## The structure and the premises

A negative gate voltage on an n-type MOS structure drives electrons away from the oxide and uncovers ionised donors. In silicon the depleted layer soon stops growing, because holes gather at the interface and screen the gate. This guide derives how long the holes take to appear, what the structure does without them, and where a thin channel pinches off. At each **Predict**, commit to an answer before reading on.

**Conventions.** The coordinate $x$ runs from the oxide interface ($x=0$) into the semiconductor. The potential $\phi$ is zero in the neutral material, and the band bending is $\psi=-\phi(0)>0$. The gate drive is $V=V_{FB}-V_g>0$, with $V_g$ referred to the neutral channel; the flat-band voltage $V_{FB}$ absorbs the work-function difference and any fixed oxide charge. Charges and capacitances are per unit area, $C_{ox}=\varepsilon_{ox}/t_{ox}$, $q>0$ is the elementary charge, and $\varepsilon_s$ is the static permittivity along the surface normal.

**Premises.**

1. The problem is one-dimensional, with a uniform net density $N$ of ionised shallow donors and nondegenerate carriers.
2. The oxide passes no current, and interface and deep bulk traps add no changing charge.
3. The sample is dark, the contacts are n-type and inject no holes, and fields are below breakdown.
4. Pairs are created thermally through levels in the gap (Shockley-Read-Hall kinetics) at zero-field rates.
5. The depleted layer has an abrupt edge at $x=W$, and holes form a thin sheet of density $P$ at $x=0$.

## Step 1. Voltage balance

In the depleted layer Poisson's equation is $\phi''=-qN/\varepsilon_s$. The neutral region carries no field, so $\phi(W)=\phi'(W)=0$. One integration gives $\phi'=qN(W-x)/\varepsilon_s$, and a second gives $\phi=-qN(W-x)^2/2\varepsilon_s$. Hence

$$\psi=\frac{qNW^2}{2\varepsilon_s},\qquad |\mathcal E_s|=\frac{qNW}{\varepsilon_s},\tag{1}$$

where $\mathcal E_s$ is the field just below the hole sheet. Overall neutrality puts the charge $-q(NW+P)$ on the gate, and by Gauss's law the oxide drops the voltage $q(NW+P)/C_{ox}$. The oxide and semiconductor drops add:

$$V=\frac{qNW^2}{2\varepsilon_s}+\frac{qNW}{C_{ox}}+\frac{qP}{C_{ox}}.\tag{2}$$

**Predict.** If holes are in equilibrium with the bulk, which term of (2) absorbs a large increase in $V$?

The neutral region has $p_0=n_i^2/N$, and the Boltzmann factor gives the surface density $p_s=p_0e^{q\psi/kT}$. It reaches $N$ at

$$\psi_{inv}=\frac{2kT}{q}\ln\frac{N}{n_i},\qquad W_F=\sqrt{\frac{2\varepsilon_s\psi_{inv}}{qN}}.\tag{3}$$

Beyond this point a few $kT/q$ of extra bending multiply $P$ many times, so the last term takes up the added voltage and $W$ stalls close to $W_F$. A state with $W>W_F$ and $P\approx0$ is called deep depletion. It is not the equilibrium state, so its stability is a question of rates.

## Step 2. The fastest thermal generation rate

Take $N_t$ levels per volume at energy $E_t$, with occupancy $f$ and capture coefficients $c_n$, $c_p$. Detailed balance fixes the emission rates as $c_nn_1$ for electrons and $c_pp_1$ for holes, with $n_1=n_ie^{u}$, $p_1=n_ie^{-u}$ and $u=(E_t-E_i)/kT$. Here $E_i$ is the intrinsic level and degeneracy factors are absorbed in $E_t$, so $n_1p_1=n_i^2$. In a steady state the net emission of electrons equals that of holes:

$$G=N_tc_n[fn_1-(1-f)n]=N_tc_p[(1-f)p_1-fp].$$

Solving the second equality gives $f=(c_nn+c_pp_1)/[c_n(n+n_1)+c_p(p+p_1)]$. Inserting this and writing $\tau_{n,p}=1/(c_{n,p}N_t)$,

$$G=\frac{n_i^2-np}{\tau_p(n+n_1)+\tau_n(p+p_1)}\le\frac{n_i}{\tau_g},\qquad \tau_g=\tau_pe^{u}+\tau_ne^{-u}.\tag{4}$$

The inequality holds because free carriers only lower the numerator and raise the denominator.

**Predict.** Can a level close to one band edge, which exchanges carriers with that band very quickly, beat a level near midgap?

It cannot. A pair needs both emissions in turn, and the slower one sets the pace. The arithmetic mean of the two terms of $\tau_g$ is at least their geometric mean, so $\tau_g\ge2\sqrt{\tau_n\tau_p}$, with equality at $u=\tfrac12\ln(\tau_n/\tau_p)$, near midgap. Independent levels add their rates, and $1/\tau_g$ then denotes the sum. The rate scales with

$$n_i=\sqrt{N_cN_v}\,e^{-E_g/2kT}.\tag{5}$$

Holes also diffuse in from the neutral region, with a flux below $p_0v$, where $v$ is the thermal velocity. This flux carries $n_i^2/N$ in place of $n_i$ and is sized in the illustration.

## Step 3. How long deep depletion lasts

The field sweeps generated holes to the interface and electrons to the neutral side. Generation acts over at most the whole depleted width, so $dP/dt'\le n_iW/\tau_g$, where $t'$ is time.

**Predict.** At fixed $V$, does each hole remove exactly one donor from the depletion charge?

Differentiate (2) at constant $V$ and introduce the length $d=\varepsilon_s/C_{ox}=t_{ox}\varepsilon_s/\varepsilon_{ox}$, the oxide thickness expressed as semiconductor:

$$dP=-N\left(1+\frac{W}{d}\right)dW.\tag{6}$$

It takes $1+W/d$ holes to retire one donor. As $W$ shrinks, $\psi$ falls, the oxide takes over that voltage, and the gate charge grows. Combining (6) with the bound on $dP/dt'$,

$$-\left(\frac1W+\frac1d\right)dW\le\frac{dt'}{t_0},\qquad t_0=\tau_g\frac{N}{n_i}.$$

Integrating from the initial width $W_0$ down to $W$,

$$t'\ge t_0\left[\ln\frac{W_0}{W}+\frac{W_0-W}{d}\right].\tag{7}$$

The scale is $t_0$, and the bracket lengthens it when the oxide is thin. The true time exceeds the bound because generation dies out as equilibrium is approached. For silicon with typical inputs $n_i\approx10^{10}$ cm$^{-3}$, $N=10^{15}$ cm$^{-3}$ and $\tau_g=10^{-4}$ s, $t_0=10$ s, and deep depletion is a transient. By (5), $t_0\propto e^{E_g/2kT}$. Whenever the observation time is far below $t_0$ we may set $P=0$.

## Step 4. Depletion width without holes

With $P=0$, multiply (2) by $2\varepsilon_s/qN$:

$$W^2+2dW=\frac{2\varepsilon_sV}{qN}.$$

Adding $d^2$ to both sides completes the square, and the root with $W\ge0$ is

$$W=-\frac{\varepsilon_s}{C_{ox}}+\sqrt{\left(\frac{\varepsilon_s}{C_{ox}}\right)^2+\frac{2\varepsilon_s|V_g-V_{FB}|}{qN}}.\tag{8}$$

**Predict.** How does $W$ depend on $V$ for $W\ll d$ and for $W\gg d$?

For $W\ll d$ the term $W^2$ is negligible and $W\approx C_{ox}V/qN$, the oxide holding the voltage. For $W\gg d$, $W\approx\sqrt{2\varepsilon_sV/qN}-d$, a Schottky-like law offset by $d$. Nothing special happens at $W_F$: the width keeps growing until the film ends or a field limit intervenes.

## Step 5. Capacitance

The small-signal capacitance is $C=dQ/dV$ with $Q=qNW$. From (2) at $P=0$, $dV=qN(W/\varepsilon_s+1/C_{ox})\,dW$, so

$$\frac1C=\frac1{C_{ox}}+\frac{W}{\varepsilon_s}=\frac{W+d}{\varepsilon_s}.$$

**Predict.** Which power of $C$ is linear in the gate voltage, and does the oxide affect the slope?

By (8), $W+d$ is the square root itself. Squaring and dividing by $\varepsilon_s^2$,

$$\frac1{C^2}=\frac1{C_{ox}^2}+\frac{2|V_g-V_{FB}|}{q\varepsilon_sN}.\tag{9}$$

The oxide enters only the intercept, and the slope yields $N$. With holes in equilibrium the high-frequency curve would flatten near $1/C=(W_F+d)/\varepsilon_s$.

The abrupt edge can be tested. Keep the electrons, and let $\eta=-\phi$ and $V_{th}=kT/q$, so that $\eta''=(qN/\varepsilon_s)(1-e^{-\eta/V_{th}})$. Multiplying by $\eta'$ and integrating from the bulk, where $\eta=\eta'=0$, to the surface gives

$$\mathcal E_s^2=\frac{2qN}{\varepsilon_s}\left[\psi-V_{th}\left(1-e^{-\psi/V_{th}}\right)\right].$$

For $\psi\gg V_{th}$ and $W$ defined as $Q/qN=\varepsilon_s|\mathcal E_s|/qN$, this reads $\psi=V_{th}+qNW^2/2\varepsilon_s$. Equations (8) and (9) then hold with $V\to V-kT/q$: a shift of 26 mV at 300 K and no change of slope.

## Step 6. Pinch-off of a thin channel

Let the doped film have thickness $t$ and rest on an insulator that carries no charge and no field. At vanishing drain bias the conducting sheet density is $N(t-W)$.

**Predict.** Write the threshold without solving a quadratic.

The sheet density vanishes at $W=t$, and (2) with $P=0$ gives directly

$$|V_T-V_{FB}|=\frac{qNt^2}{2\varepsilon_s}+\frac{qNt}{C_{ox}},\qquad V_T<V_{FB}.\tag{10}$$

A drain bias raises the local channel potential and adds to $V$, so in a long channel the drain end closes at $V_{DS}=V_g-V_T$. If $t>W_F$, an equilibrium hole sheet would stop $W$ short of $t$, and the transistor could not be turned off. Such a device relies on deep depletion.

## Range of validity

- **Time and temperature.** The observation time must be far below $t_0$, which falls exponentially on heating.
- **Other hole sources.** Above-gap light, ionising radiation, impact ionisation and tunnelling are outside premises 3 and 4. Once $t_0$ is astronomical, these set the real supply. Interface generation with velocity $s$ adds $s/W$ to $1/\tau_g$, and strong fields enhance emission. Escape of holes through the oxide works the other way and prolongs deep depletion.
- **Traps.** Equation (7) concerns holes only. A level in the upper gap can emit its electron and leave positive charge without any hole being made, so $V_T$ may drift although no inversion layer forms.
- **Edge width.** The edge is smeared over the Debye length $L_D=\sqrt{\varepsilon_skT/q^2N}$. Equations (8) and (9) need $\psi\gg kT/q$ and $t-W$ larger than a few $L_D$. Beyond pinch-off they do not apply.
- **Fields.** Both $\mathcal E_s$ and the oxide field $\mathcal E_s\varepsilon_s/\varepsilon_{ox}$ must stay below breakdown.
- **Measurement.** Electrons must follow the signal, which requires a period long against the lateral charging time of the thinning channel.

## Illustration: $\beta$-Ga$_2$O$_3$ MOSFET with a 200 nm channel

Take a (100) film, whose normal is the $a^*$ direction. The measured static dielectric constant along $a^*$ is 10.2 at room temperature (compiled value, Gopalan 2020). The static value applies because bias and test signals are far slower than lattice vibrations. The remaining inputs are assumed or typical: $N=3\times10^{17}$ cm$^{-3}$, 20 nm of Al$_2$O$_3$ with $\varepsilon_{ox}\approx9\varepsilon_0$, $E_g\approx4.8$ eV, electron mass $\approx0.28\,m_e$, $N_v=10^{20}$ cm$^{-3}$, $T=300$ K. An assumed cross section $\sigma=10^{-15}$ cm$^2$, $v=10^7$ cm/s and $N_t=10^{17}$ cm$^{-3}$ give $1/(\sigma vN_t)=1$ ns, which is adopted as a deliberately short $\tau_g$.

**Equilibrium limit.** $N_c=2(2\pi m^*kT/h^2)^{3/2}=3.7\times10^{18}$ cm$^{-3}$, and (5) gives $n_i=9\times10^{-22}$ cm$^{-3}$. The oxide has $C_{ox}=398$ nF/cm$^2$ and $d=22.7$ nm. From (3), $\psi_{inv}=4.58$ V and $W_F=131$ nm, reached at $V=6.2$ V.

**Predict.** Could this channel be closed in equilibrium?

No, since $W_F<200$ nm.

**Time scale.** $t_0=3\times10^{29}$ s, about $10^{22}$ years. For a retreat from 200 nm to $W_F$ the bracket in (7) is 3.5. The generation flux is at most $n_it/\tau_g=2\times10^{-17}$ cm$^{-2}$s$^{-1}$, and the diffusion flux is below $3\times10^{-53}$ cm$^{-2}$s$^{-1}$.

**Width and capacitance.** Equation (9) becomes $(C_{ox}/C)^2=1+7.31\,V$ with $V$ in volts.

| $V$ (V) | $W$ (nm) | $(C_{ox}/C)^2$ |
|---|---|---|
| 2 | 67 | 15.6 |
| 4 | 102 | 30.3 |
| 8 | 152 | 59.5 |
| 12 | 191 | 88.8 |

The last two rows lie beyond the equilibrium plateau $(1+W_F/d)^2=46$.

**Threshold.** In (10) the semiconductor term is 10.6 V and the oxide term 2.4 V, so $|V_T-V_{FB}|=13$ V. The fields are 1.06 MV/cm in the semiconductor and 1.21 MV/cm in the oxide. For an approximate critical field of 8 MV/cm, a thick layer at this doping could deplete to $1.5\times10^3$ nm, where the oxide would have to hold 9.1 MV/cm.

**Neglected effects on the time.** Poole-Frenkel emission lowers the barrier of a charged centre. The energy $-q^2/4\pi\varepsilon r-q\mathcal Er$ peaks at $r^2=q/4\pi\varepsilon\mathcal E$, a depth $\sqrt{q^3\mathcal E/\pi\varepsilon}$ below the zero-field barrier. The measured high-frequency dielectric constant 3.57 (compiled value, Schubert 2016) is the cautious choice here, because the smaller constant gives the larger lowering: 0.41 eV at $\mathcal E_s$, a rate factor of about $10^7$ if applied in full. An extreme interface with $s=v$ multiplies the rate by about $s\tau_g/t=500$. Taking 0.5 eV off the pair-creation energy, to allow for uncertainty in the gap or for self-trapping of holes, multiplies $n_i$ by $1.6\times10^4$. All three together leave more than $10^{15}$ s. Heating matters more: at 600 K, with an approximate gap of 4.5 eV and $N_c,N_v\propto T^{3/2}$, $n_i=7$ cm$^{-3}$ and $t_0=4\times10^7$ s. The same barrier lowering is then worth a factor $3\times10^3$ and leaves a time of order $10^4$ s, so premise 4 needs scrutiny there.

**Neglected effects on the threshold.** The Debye length is 7.0 nm, and $dV/dW=qN(t+d)/\varepsilon_s$ converts it to a rounding of pinch-off over about 0.8 V, which is why two figures are given. Interface levels emit at the rate $\sigma vN_ce^{-(E_c-E_t)/kT}$, so within $t'=10^3$ s those down to $kT\ln(\sigma vN_ct')=0.81$ eV below $E_c$ have emptied. An assumed density $D_{it}=10^{12}$ cm$^{-2}$eV$^{-1}$ then moves $V_T$ negative by about 0.3 V, drifting 24 mV per decade of time. The back interface is the largest omission. An Fe-compensated substrate sets up a built-in step of roughly 0.7 V. If all of it fell in the channel, (1) gives a back depletion of 51 nm, and (10) with $t=149$ nm gives 7.7 V in place of 13 V. Excess donors at the growth interface shift $V_T$ the opposite way.

With an assumed $V_{FB}=+1$ V the model's threshold is $V_T=-12$ V. Depletion-mode devices of this kind, with channels of 200 to 300 nm doped at a few $10^{17}$ cm$^{-3}$, typically turn off between roughly $-10$ and $-30$ V, so the model's value sits at the shallow end and may fall short by a factor of two or somewhat more. Equation (10) is proportional to $N$, and $5\times10^{17}$ cm$^{-3}$ already raises the model's $|V_T-V_{FB}|$ to 22 V.